# FCIQMC mean dynamics: limits and scaling on the Hubbard dimer

**Rules.** Here $\hbar=1$, $N_j$ is the signed population on $D_j$, and $S$ is fixed during a step $\Delta\tau$. Each walker on $D_j$ does two things.
- It picks $i\ne j$ with probability $p=p_{\rm gen}(i|j)>0$ on every connection and spawns on average $q=\Delta\tau|H_{ij}|/p$ children of sign $-\mathrm{sign}(H_{ij}N_j)$.
- It dies with mean count $\Delta\tau(H_{jj}-S)$, cloning if this is negative.

Counts above 1 are realised as integer part plus a Bernoulli remainder; a second "death" creates an opposite-sign walker.

**Mean.** Spawning gives $|N_j|\,p\,q\,[-\mathrm{sign}(H_{ij}N_j)]=-\Delta\tau H_{ij}N_j$, so $p$ cancels. Adding death,
$$E[N_i(\tau+\Delta\tau)|N]=N_i-\Delta\tau\sum_j(H_{ij}-S\delta_{ij})N_j\equiv(PN)_i .$$
Annihilation removes $\pm$ pairs and leaves signed $N_i$ unchanged in every realisation. Iterating to $P^n$ needs $S$ independent of $N$; feedback adds $\Delta\tau\,\mathrm{Cov}(S,N_i)$ (population-control bias).

**Model.** Half filling, $S_z=0$, $|ab\rangle=c^\dagger_{a\uparrow}c^\dagger_{b\downarrow}|0\rangle$ in the order $11,12,21,22$:
$$H=-t(\sigma_x\otimes1+1\otimes\sigma_x)+U\,\mathrm{diag}(1,0,0,1).$$
Levels: $E_0$, $0$ (triplet), $U$, $E_3$, with $E_{0,3}=(U\mp W)/2$, $W=\sqrt{U^2+16t^2}$. Ground state $c\propto(r,1,1,r)$; gap $g=-E_0=2tr$; $E_3=2t/r$.

**Dimensionless groups.** The mean depends on $u=U/t$, $x=t\Delta\tau$, $S/t$; noise adds $p$ and the walker number $N_w$. Off $S=E_0$ the ground component scales by $1+\Delta\tau(S-E_0)$ per step. Below, $S=E_0$.

## Interaction $u$

| | $u\ll4$ | $u\gg4$ | $u=4$ |
|---|---|---|---|
| $g/t$ | $2-u/2+u^2/16$ | $\frac4u(1-4/u^2)$ | 0.828 |
| $x_{\max}=2t/W$ | $\frac12(1-u^2/32)$ | $\frac2u(1-8/u^2)$ | 0.354 |
| $x_+=r/2$ | $\frac12(1-u/4)$ | $\frac1u(1-4/u^2)$ | 0.207 |

$W$ has branch points at $u=\pm4i$, so $u=4$ is the crossover and the convergence edge of both series. The truncated forms give $g/t=1$ and $0.75$ there. At $u=4$: $W=5.657t$, $E_3=4.828t$, $r=0.414$, ionic walker fraction $r/(1+r)=0.293$.

## Time step $x$

$P$ shares eigenvectors with $H$, so the fixed point has no time-step bias. Mode factors are $\lambda_k=1-\Delta\tau(E_k-E_0)$.
- $x\to0$: triplet decay rate $-\ln\lambda_1/\Delta\tau=g(1+g\Delta\tau/2+\dots)$.
- $x\le x_+$: the ionic death probability $\Delta\tau E_3\le1$ and all $P_{ij}\ge0$. A positive start stays positive and annihilation is idle.
- $x=x_+$: factors $1,\,1-r^2,\,0,\,-r^2$. The triplet is slowest for $r^2<1/2$, i.e. $u>\sqrt2=1.414$. At $u=4$ the factors are $0.828$ and $-0.172$: 5.31 steps per e-fold. The large-$u$ form $u^2/4+3/2$ gives 5.5.
- $x_+<x<x_{\max}$: the mean converges, but ionic deaths flip signs. Without annihilation the unsigned population follows $|P_{ij}|$; at $x=0.3$ it grows by 1.219 per step.
- $x>x_{\max}$: $\lambda_3<-1$, the mean diverges.

## Generation probability $p$

Here $q=x/p$. With $f=q-\lfloor q\rfloor$, the variance of children on one target per walker is $p[q^2+f(1-f)]-x^2$.
- $p\ge x$: $x(1-x)$, independent of $p$.
- $p\ll x$: blooms, variance $\simeq x^2/p$.

Crossover at $p=x$. For $x=0.01$: $0.0099$ at $p=1/2$, $0.0999$ at $p=10^{-3}$.

## Walker number $N_w$

$M=\sum_ic_iN_i$ is a martingale since $c^TP=c^T$. Take $x\le x_+$, $p\ge x$, $E[N]\propto c$ with total $N_w$, $c=(r,1,1,r)$. Bernoulli variances per walker (spawning plus death) are
$$v_{\rm cov}=2xr^2(1-2x)+2xr(1-2xr),\qquad v_{\rm ion}=2x(1-2x)+2xr(1-2x/r).$$
Weighting by $1/(1+r)$ and $r/(1+r)$ gives $4rx(1-2x)N_w$ per step. With $E[M]=N_w(1+r^2)/(1+r)$ and a deterministic start,
$$\frac{\mathrm{Var}\,M}{E[M]^2}=\frac{D(1-2x)\,\tau}{N_w},\qquad D=\frac{4tr(1+r)^2}{(1+r^2)^2}.$$
Limits: $D\simeq4t(1-3u^2/64)$ for small $u$, $D\simeq\frac{8t}{u}(1+4/u)$ for large $u$; $D=2.414t$ at $u=4$. The step factor lowers this by 2% at $x=0.01$.

Fluctuations reach order one at $\tau\sim N_w/D$; projection needs $\tau\sim1/g$. Hence $N_w\gg D/g=2(1+r)^2/(1+r^2)^2$. This ratio tends to 2 in both limits and peaks where $1-2r-r^2=0$, which is $u=4$, at 2.914. For the model with $N_w=1000$ and $x\to0$, $N_w/D=414/t$ against $1/g=1.21/t$.